# Natural-orbital form of the two-electron function

A two-electron spatial wave function depends on two points, so in an orbital basis its coefficients form a matrix, and a matrix can be brought to canonical form. This guide turns that remark into the natural-orbital expansion of the electron pair, its occupations and its energy. At each **Predict**, commit to an answer before reading on.

## 1. Premises and conventions

**P1.** Two electrons move in the field of fixed nuclei, with
$$\hat H=\hat h(1)+\hat h(2)+\hat w(1,2),\quad \hat h=-\frac{\hbar^2}{2m_e}\nabla^2+v(\mathbf r),\quad \hat w=\frac{e^2}{4\pi\varepsilon_0 r_{12}} .$$
There is no magnetic field and no spin–orbit coupling. $E$ is the electronic energy in joules; the nuclear repulsion is a constant to be added.

**P2.** The state has definite spin and is a spatial factor $\Psi(\mathbf r_1,\mathbf r_2)$ times a normalised spin factor. The singlet spin factor $(\alpha\beta-\beta\alpha)/\sqrt2$ is antisymmetric and the triplet factors are symmetric. Overall antisymmetry makes $\Psi$ symmetric for the singlet and antisymmetric for the triplet.

**P3.** $\Psi$ is real and normalised. For eigenstates this can always be arranged: $\hat H$ is real, so the real and imaginary parts of an eigenfunction are eigenfunctions with the same energy, and for a nondegenerate level $\Psi$ is real up to a constant phase.

**P4.** $\{\varphi_i\}$ is a real orthonormal orbital basis, and
$$\Psi=\sum_{ij}C_{ij}\,\varphi_i(1)\varphi_j(2),\qquad \sum_{ij}C_{ij}^2=\operatorname{tr}\mathbf C\mathbf C^{T}=1 .$$

The spin-summed one-particle density matrix is $\gamma(\mathbf r,\mathbf r')=2\int\Psi(\mathbf r,\mathbf r_2)\Psi(\mathbf r',\mathbf r_2)\,d\mathbf r_2$, with trace 2. Its eigenfunctions are the natural orbitals and its eigenvalues $n_k$ the occupation numbers. Two-electron integrals are written $\langle pq|rs\rangle=\iint p(1)q(2)\,\hat w\,r(1)s(2)$.

## 2. The singlet diagonalises

Swap the electrons and rename the dummy indices: $\Psi(2,1)=\sum_{ij}C_{ji}\varphi_i(1)\varphi_j(2)$. The products $\varphi_i\varphi_j$ are linearly independent, so $\Psi(2,1)=\Psi(1,2)$ means $\mathbf C=\mathbf C^T$.

**Predict.** Define new orbitals $\chi_k=\sum_i O_{ik}\varphi_i$ with $\mathbf O$ orthogonal. How does $\mathbf C$ transform, and how simple can it become?

Orthogonality gives $\varphi_i=\sum_kO_{ik}\chi_k$, so the coefficient of $\chi_k(1)\chi_l(2)$ is $\sum_{ij}O_{ik}C_{ij}O_{jl}=(\mathbf O^T\mathbf C\mathbf O)_{kl}$. Because $\mathbf O^T=\mathbf O^{-1}$, this is a similarity transformation, and a real symmetric matrix is diagonalised by an orthogonal one. With the eigenvectors of $\mathbf C$ as columns of $\mathbf O$ and the real eigenvalues $c_k$,
$$\boxed{\Psi=\sum_kc_k\,\chi_k(1)\chi_k(2)},\qquad\sum_kc_k^2=1 .$$
The $c_k$ may have either sign. In a complete basis the argument survives: a square-integrable real symmetric kernel is a Hilbert–Schmidt operator, compact and self-adjoint, and the spectral theorem supplies $\chi_k$ with $\int\Psi(\mathbf r,\mathbf r')\chi_k(\mathbf r')\,d\mathbf r'=c_k\chi_k(\mathbf r)$. This form is due to Löwdin and Shull (1956).

## 3. Occupation numbers

**Predict.** Insert the diagonal form into $\gamma$. Does a double sum survive?

It does not, because the integral over the second electron is an overlap:
$$\gamma(\mathbf r,\mathbf r')=2\sum_{kl}c_kc_l\,\chi_k(\mathbf r)\chi_l(\mathbf r')\,\delta_{kl}=\sum_k2c_k^2\,\chi_k(\mathbf r)\chi_k(\mathbf r').$$
The $\chi_k$ are therefore natural orbitals, with
$$\boxed{n_k=2c_k^2},\qquad0\le n_k\le2,\qquad\sum_kn_k=2 .$$
In matrix form $\boldsymbol\gamma=2\mathbf C^2$. The leading orbital also gives the closest closed-shell determinant: the overlap of $\chi(1)\chi(2)$ with $\Psi$ is $\mathbf x^T\mathbf C\mathbf x$ for a unit coefficient vector $\mathbf x$, and this quadratic form is largest in magnitude on the eigenvector of largest $|c_k|$.

**Predict.** Does every set of eigenfunctions of $\gamma$ diagonalise $\Psi$?

No. Squaring loses signs. If $c_k=-c_l$, then $n_k=n_l$ and any rotation of the pair still diagonalises $\gamma$, but with $\chi_\pm=(\chi_k\pm\chi_l)/\sqrt2$ one has $\chi_k\chi_k-\chi_l\chi_l=\chi_+\chi_-+\chi_-\chi_+$, which is purely off-diagonal. When all occupations differ, $\gamma$ fixes the orbitals and fixes $c_k=f_k\sqrt{n_k/2}$ up to the signs $f_k=\pm1$. Changing $\chi_k\to-\chi_k$ leaves $\chi_k\chi_k$ unchanged, so among real orbitals the relative signs cannot be removed.

## 4. The energy

Evaluate $E=\langle\Psi|\hat H|\Psi\rangle$ term by term. For $\hat h(1)$ the second electron again contributes only an overlap:
$$\langle\Psi|\hat h(1)|\Psi\rangle=\sum_{kl}c_kc_l\,h_{kl}\,\delta_{kl}=\sum_kc_k^2h_{kk},\qquad h_{kl}=\int\chi_k\hat h\chi_l\,d\mathbf r .$$
The term $\hat h(2)$ gives the same, and the two add to $\sum_kn_kh_{kk}$.

**Predict.** The repulsion couples $\chi_k\chi_k$ to $\chi_l\chi_l$ through $\langle kk|ll\rangle$. Is that a Coulomb or an exchange integral?

Collect the factors by electron:
$$\langle kk|ll\rangle=\iint\chi_k(1)\chi_l(1)\,\hat w\,\chi_k(2)\chi_l(2)\equiv K_{kl}.$$
For real orbitals this coincides with the exchange integral $\langle kl|lk\rangle$, and for $k=l$ it is the Coulomb integral $J_{kk}$ of two electrons in one orbital. Hence
$$\boxed{E=\sum_kn_kh_{kk}+\sum_{kl}c_kc_lK_{kl}},$$
with the double sum over all $k$ and $l$, diagonal terms included. No $J_{kl}$ with $k\ne l$ appears, since no configuration puts the electrons in different natural orbitals. The formula is the expectation value for any real normalised singlet. Every $K_{kl}$ is positive: it is the electrostatic self-interaction of the overlap density $\rho=\chi_k\chi_l$, in Fourier form $\int\frac{d^3q}{(2\pi)^3}\frac{e^2}{\varepsilon_0q^2}|\tilde\rho(\mathbf q)|^2$.

If $\Psi$ is an eigenstate, project $\hat H\Psi=E\Psi$ on $\chi_k(1)\chi_l(2)$. The operator $\hat h(1)$ picks the term with second orbital $l$ and gives $c_lh_{kl}$, and $\hat h(2)$ gives $c_kh_{lk}$, so
$$(c_k+c_l)h_{kl}+\sum_mc_m\langle kl|mm\rangle=E\,c_k\delta_{kl}.$$
The equations with $k\neq l$ are conditions on the orbitals. Those with $k=l$ fix the coefficients:
$$c_k=-\frac{\sum_{m\ne k}K_{km}c_m}{2h_{kk}+K_{kk}-E}.$$

**Predict.** In a ground state dominated by $c_1>0$, what sign do the small $c_k$ take?

The denominator is the energy of the trial function $\chi_k\chi_k$ minus the ground-state energy, and so is positive by the variational principle. If $K_{k1}c_1$ dominates the numerator, $c_k<0$: opposite signs turn the positive $K_{k1}$ into an energy lowering. This is a rule for weak correlation and not a theorem. In a stretched bond two large coefficients of opposite sign compete in the numerator, and a small $c_k$ can take either sign.

## 5. The triplet pairs up

For the triplet the exchange argument of section 2 gives a coefficient matrix $\mathbf A=-\mathbf A^T$, and $\boldsymbol\gamma=2\mathbf A\mathbf A^T=-2\mathbf A^2$.

**Predict.** A diagonal form is impossible, since $\chi\chi$ is symmetric. What does antisymmetry force on the spectrum of $\gamma$?

Take a unit eigenvector $\mathbf a$ of the symmetric non-negative matrix $-\mathbf A^2=\mathbf A^T\mathbf A$ with eigenvalue $\lambda^2$, $\lambda>0$, and define $\mathbf b=-\mathbf A\mathbf a/\lambda$. Four facts follow.

1. $\mathbf b^T\mathbf b=\mathbf a^T\mathbf A^T\mathbf A\mathbf a/\lambda^2=1$.
2. $\mathbf a^T\mathbf b=-\mathbf a^T\mathbf A\mathbf a/\lambda=0$, because this number equals its transpose, which is its negative.
3. $\mathbf A\mathbf b=-\mathbf A^2\mathbf a/\lambda=\lambda\mathbf a$.
4. $-\mathbf A^2\mathbf b=-\lambda\mathbf A\mathbf a=\lambda^2\mathbf b$.

So $\mathbf b$ is a second, orthogonal eigenvector with the same eigenvalue. The plane of $\mathbf a$ and $\mathbf b$ is invariant under $\mathbf A$, and so is its orthogonal complement, because $\mathbf A^T=-\mathbf A$. Repeating the step in the complement gives $\mathbf A=\sum_p\lambda_p(\mathbf a_p\mathbf b_p^T-\mathbf b_p\mathbf a_p^T)$. With $d_p=\sqrt2\lambda_p$,
$$\Psi_T=\sum_pd_p\frac{a_p(1)b_p(2)-b_p(1)a_p(2)}{\sqrt2},\qquad n_{a_p}=n_{b_p}=2\lambda_p^2=d_p^2,\qquad\sum_pd_p^2=1 .$$
The nonzero occupations come in degenerate pairs and never exceed 1; a basis of odd dimension leaves at least one orbital empty. A rotation within a pair leaves its term unchanged. The steps of section 4 give
$$E_T=\sum_pd_p^2(h_{a_pa_p}+h_{b_pb_p})+\sum_{pq}d_pd_q\left[\langle a_pb_p|a_qb_q\rangle-\langle a_pb_p|b_qa_q\rangle\right].$$

## 6. A pair in two overlapping orbitals

Let $a$ and $b$ be real and normalised with overlap $S=\int ab\,d\mathbf r$, signs chosen so that $0\le S<1$. The singlet-coupled pair is
$$\Psi=\frac{a(1)b(2)+b(1)a(2)}{\sqrt{2(1+S^2)}},$$
since the squared norm of the numerator is $1+1+2S^2$. With hydrogen 1s functions this is the Heitler–London function for H$_2$; with orbitals free to deform it is that of Coulson and Fischer (1949).

The combinations $g=(a+b)/\sqrt{2(1+S)}$ and $u=(a-b)/\sqrt{2(1-S)}$ are normalised, and orthogonal because $\int(a+b)(a-b)\,d\mathbf r=1-1=0$. No molecular symmetry is needed. Multiplying out products in the order (1)(2),
$$ab+ba=\tfrac12\left[(a+b)(a+b)-(a-b)(a-b)\right]=(1+S)\,gg-(1-S)\,uu .$$

**Predict.** Read off the occupations, and test $S\to1$ and $S\to0$.

The function is already diagonal, with $c_g=(1+S)/\sqrt{2(1+S^2)}$ and $c_u=-(1-S)/\sqrt{2(1+S^2)}$, so
$$\boxed{n_{g,u}=\frac{(1\pm S)^2}{1+S^2}} .$$
The sum is $2(1+S^2)/(1+S^2)=2$. At $S\to1$ the pair is a closed shell $(2,0)$; at $S=0$ it is a pure diradical $(1,1)$, the degenerate case of section 3. The relation inverts: $|c_u|/c_g=(1-S)/(1+S)$ gives
$$S=\frac{c_g-|c_u|}{c_g+|c_u|}.$$
Any two-term singlet with coefficients of opposite sign is thus a single valence-bond structure of real orbitals, and the two-configuration molecular-orbital function is the same object. For the triplet, $ab-ba$ is proportional to $gu-ug$, and $n=(1,1)$ whatever $S$.

## 7. Entanglement entropy from the occupations

Entropies are $\mathcal S=-\sum p\ln p$ over the eigenvalues $p$ of a reduced density operator, in units of $k_B$. Write $H_2(p)=-p\ln p-(1-p)\ln(1-p)$.

In second quantisation the singlet is $\sum_{ij}C_{ij}\hat a^\dagger_{i\uparrow}\hat a^\dagger_{j\downarrow}|0\rangle$: each term is the determinant $[\varphi_i\alpha\,\varphi_j\beta-\varphi_j\beta\,\varphi_i\alpha]/\sqrt2$, and summing with symmetric $\mathbf C$ restores $\Psi(\alpha\beta-\beta\alpha)/\sqrt2$. An entropy needs a stated partition, and three are natural.

**Up modes against down modes.** The form $\sum_kc_k\hat a^\dagger_{k\uparrow}\hat a^\dagger_{k\downarrow}|0\rangle$ is a Schmidt decomposition with weights $c_k^2$:
$$\mathcal S_{\uparrow\downarrow}=-\sum_k\frac{n_k}2\ln\frac{n_k}2 .$$
It vanishes only for a closed-shell determinant.

**One particle against the other.** The one-particle density operator over spin orbitals, normalised to 1, has each eigenvalue $n_k/4$ twice, so $\mathcal S_1=-2\sum_k\frac{n_k}4\ln\frac{n_k}4=\ln2+\mathcal S_{\uparrow\downarrow}$. The $\ln 2$ is present for a single determinant and reflects antisymmetry alone.

**One site against the rest.** This partition refers to localised orbitals, and needs $\mathbf C$ in that basis.

## 8. Range of validity

The diagonal form, $n_k=2c_k^2$ and the energy formula are exact under P1–P4 for ground and excited singlets, and for approximate functions as expectation values. Only the positivity of $K_{kl}$ used the Coulomb kernel; any real interaction symmetric in the electrons gives the same energy formula with $K_{kl}=\langle kk|ll\rangle$. The limits are these.

- **Two electrons only.** For three, the coefficients form a three-index array, which one orbital rotation cannot in general diagonalise. Products of such pairs for larger molecules are approximations.
- **Definite spin.** Spin–orbit coupling mixes singlet and triplet, and only an antisymmetric matrix over spin orbitals remains.
- **Reality.** For complex symmetric $\mathbf C$ the Takagi factorisation $\mathbf C=\mathbf Q\,\mathrm{diag}(c)\,\mathbf Q^T$ with unitary $\mathbf Q$ keeps the diagonal form, but $\langle kk|ll\rangle$ is then no longer the exchange integral.
- **Signs and degeneracy.** $\gamma$ gives $E$ only with the $f_k$, and with the right orbitals when $c_k=-c_l$.
- **Truncation.** Dropping orbitals discards the weight $\sum n_k/2$ over those dropped. The two-orbital formula is exact only for a two-term function, and real H$_2$ has further natural orbitals.

## 9. Illustration: the Hubbard dimer at $U/t=4$

Take two orthonormal site orbitals 1 and 2, $h_{11}=h_{22}=0$, $h_{12}=-t$ with $t>0$, and the interaction integrals $\langle11|11\rangle=\langle22|22\rangle=U\ge0$, all others zero. This is an idealised minimal model of a homonuclear two-electron bond and stands for no particular bond length of H$_2$.

Let $g,u=(\varphi_1\pm\varphi_2)/\sqrt2$, with $h_{gg}=-t$, $h_{uu}=+t$. Exchange of the sites is a symmetry; $gg$ and $uu$ are even and the singlet $gu+ug$ is odd, so an even singlet is diagonal in $g$ and $u$.

**Predict.** Find $K_{gg}$, $K_{uu}$ and $K_{gu}$.

Here $gg=\frac12(11+12+21+22)$ and $uu=\frac12(11-12-21+22)$. Only 11 and 22 feel $U$, each with amplitude $\frac12$, so all three integrals equal $2\cdot\frac14U=U/2$. Put $c_g=\cos\theta$, $c_u=-\sin\theta$. Then $n_{g,u}=1\pm\cos2\theta$ and $(c_g+c_u)^2=1-\sin2\theta$, so
$$E(\theta)=-t\,n_g+t\,n_u+\tfrac U2(c_g+c_u)^2=-2t\cos2\theta+\tfrac U2(1-\sin2\theta).$$
Setting $dE/d\theta=4t\sin2\theta-U\cos2\theta=0$ gives $\tan2\theta=x$ with $x=U/4t$. The minimum has $\cos2\theta=1/\sqrt{1+x^2}$, $\sin2\theta=x/\sqrt{1+x^2}$, and
$$E=-2t\left(\sqrt{1+x^2}-x\right),\qquad S=\frac{\cos\theta-\sin\theta}{\cos\theta+\sin\theta}=\frac{\cos2\theta}{1+\sin2\theta}=\sqrt{1+x^2}-x .$$
The triplet $(12-21)/\sqrt2$ has $E_T=0$. The odd singlet is $(11-22)/\sqrt2$, diagonal in the sites with $c=\pm1/\sqrt2$, and the energy formula gives $\frac12U+\frac12U=U$. The even state with $E=-2tS<0$ is thus the ground state, and the singlet–triplet gap is $2tS$. This $S$ is the overlap of the optimised pair orbitals, not of the orthogonal sites.

At $U=4t$, $x=1$ and $\theta=\pi/8$:

| quantity | value |
|---|---|
| $c_g,\ c_u$ | $0.9239,\ -0.3827$ |
| $n_g,\ n_u$ | $1.7071,\ 0.2929$ |
| $S=\sqrt2-1$ | $0.4142$ |
| $\sum n_kh_{kk}$ | $-1.4142\,t$ |
| $\sum c_kc_lK_{kl}$ | $0.5858\,t$ |
| $E$ | $-0.8284\,t$ |

The determinant $gg$ alone has $-2t+U/2=0$. Reversing the sign of $c_u$ keeps every occupation and raises the energy to $+2t$.

The Schmidt weights are $n_g/2=0.8536$ and $n_u/2=0.1464$, so
$$\mathcal S_{\uparrow\downarrow}=0.1352+0.2813=0.4165,$$
that is $0.6009$ bit, or $5.750\times10^{-24}$ J/K, and $\mathcal S_1=1.1096$.

**Predict.** Will the site entropy rise or fall with $U$?

In the site basis $C_{11}=C_{22}=(c_g+c_u)/2$ and $C_{12}=C_{21}=(c_g-c_u)/2$. The four terms leave site 1 doubly occupied, empty, spin up or spin down, each with a different orthogonal state of site 2, so this too is a Schmidt form. Its weights are $D,D,\frac12-D,\frac12-D$ with $D=(1-\sin2\theta)/4$. Splitting off the factor $\frac12$ in each weight,
$$\mathcal S_{\rm site}=\ln2+H_2\!\left(\tfrac{1-\sin2\theta}2\right),\qquad \mathcal S_1=\ln2+H_2\!\left(\tfrac{1-\cos2\theta}2\right).$$
As $2\theta$ goes from $0$ to $\pi/2$, $\mathcal S_{\rm site}$ falls from $2\ln2$ to $\ln2$, because charge fluctuations freeze, while $\mathcal S_1$ rises from $\ln2$ to $2\ln2$. They cross where $\sin2\theta=\cos2\theta$, which is exactly $U=4t$. There $D=0.0732$, $\frac12-D=0.4268$ and $\mathcal S_{\rm site}=1.1096$, or $1.6009$ bit. The equality belongs to this ratio only, and the site entropy does not measure correlation, being largest for the uncorrelated determinant.

The main neglected term is the intersite repulsion $V=\langle12|12\rangle$. It gives $K_{gg}=K_{uu}=(U+V)/2$ and $K_{gu}=(U-V)/2$, so $\tan2\theta=(U-V)/4t$. For an assumed $V=U/2$ at $U=4t$, $n_u=0.1056$ and $\mathcal S_{\uparrow\downarrow}=0.2066$, about half the value above. The four-figure entropies are the model's; applied to a real pair, $U$ must be read as $U-V$.

The same formulas describe two electrons in a symmetric gate-defined silicon double quantum dot. Take as typical orders of magnitude an effective $U-V=4$ meV $=6.41\times10^{-22}$ J and tunnelling within the lowest valley $t=20\ \mu$eV $=3.20\times10^{-24}$ J, a ratio of 200 and $x=50$. The model gives $S=0.010$, $n_{g,u}=1.02,\ 0.98$, $\mathcal S_{\uparrow\downarrow}=0.693$ and $\mathcal S_{\rm site}=0.694$. Tunnelling into the upper valley, omitted here, can add weights of order $(t/(U-V))^2=2.5\times10^{-5}$, comparable with $D=5.0\times10^{-5}$, so the excess $0.001$ of $\mathcal S_{\rm site}$ over $\ln2$ is only an order of magnitude. The model's gap $2tS=6.41\times10^{-26}$ J corresponds to $97$ MHz. Exchange splittings in such devices are gate-tuned over orders of magnitude, typically from about 1 MHz to some hundreds of MHz, so this number marks one plausible operating point: a nearly pure diradical pair, where $U/t=4$ describes a bond about midway between the closed-shell and diradical limits.